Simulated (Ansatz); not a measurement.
A series in volume scale on In

Free energy against uniform scaling of the volume at fixed shape and fractions; periodic cell, basis, potentials, k mesh and filling as listed. The results are calculated, by Ansatz 0.2.0.

The cell before it is scaled or strained (space group P6_3/mmc, No. 194):
```
CELL_PARAMETERS angstrom
3.33550 0.00000 0.00000
-1.66770 2.88860 0.00000
0.00000 0.00000 5.50910
ATOMIC_POSITIONS crystal
In 0.33333 0.66667 0.25000
In 0.66667 0.33333 0.75000
```

Settings of every row: functional r2SCAN; dispersion none; potentials PAW; wave cutoff 600 eV; density cutoff 2400 eV; k mesh 10x10x5; k shift 0x0x0; occupations fermi dirac; smearing width 0.05 eV; spin none; SCF threshold exponent -9.

Limits: coarse k mesh, up to 40 meV an atom off; the cell comes from a prototype or a list of computed structures and needn't be the stable phase.

```csv
row,volume scale,V (Å³/atom),energy above lowest point (meV/atom)
1,0.92,24.417,?
2,0.9467,25.125,8.2
3,0.9733,25.831,1.3
4,1,26.54,0
5,1.0267,27.248,3.5
6,1.0533,27.954,11
7,1.08,28.663,21.7
```

Question: what energy above lowest point should row 1 give?

Worked fit of energy above lowest point. Take u = (V_r/V)^(2/3) − 1 with V_r = 26.894 Å³ an atom, which is twice the finite (Eulerian) strain; such expansions in the strain, on which the Birch-Murnaghan equation of state is built, carry the rest volume and the bulk modulus. The shown rows have u = 0.0464, 0.02725, 0.00887, -0.00868, -0.02544, -0.04158. Least squares give energy above lowest point = 1.23 − 201.8 × u + 7276 × u² + 6780 × u³ meV/atom; a parabola predicts inner rows, each left out in turn, worse (root mean square 0.19 against 0.063 meV/atom). All shown rows lie on it to the printed digit. Its lowest point lies at u = 0.0136, or V = 26.35 Å³ an atom, and the curvature there gives the bulk modulus at fixed shape and fractions, B = (4/9)(1 + u)² E″(u)/V = 41.9 GPa. Letting shape and atoms relax would as a rule lower it, by much in layered, chain or molecular crystals. The withheld row has u = 0.06654, so the fit gives 1.23 − 201.8 × (0.06654) + 7276 × (0.06654)² + 6780 × (0.06654)³ = 22.0 meV/atom.

The calculation gave 21.8 meV/atom. The fit lies 0.2 meV/atom (0.92 % of the column's range) above it; its largest miss of a shown row is 0.0 meV/atom. This row lies beyond the range of the fit.
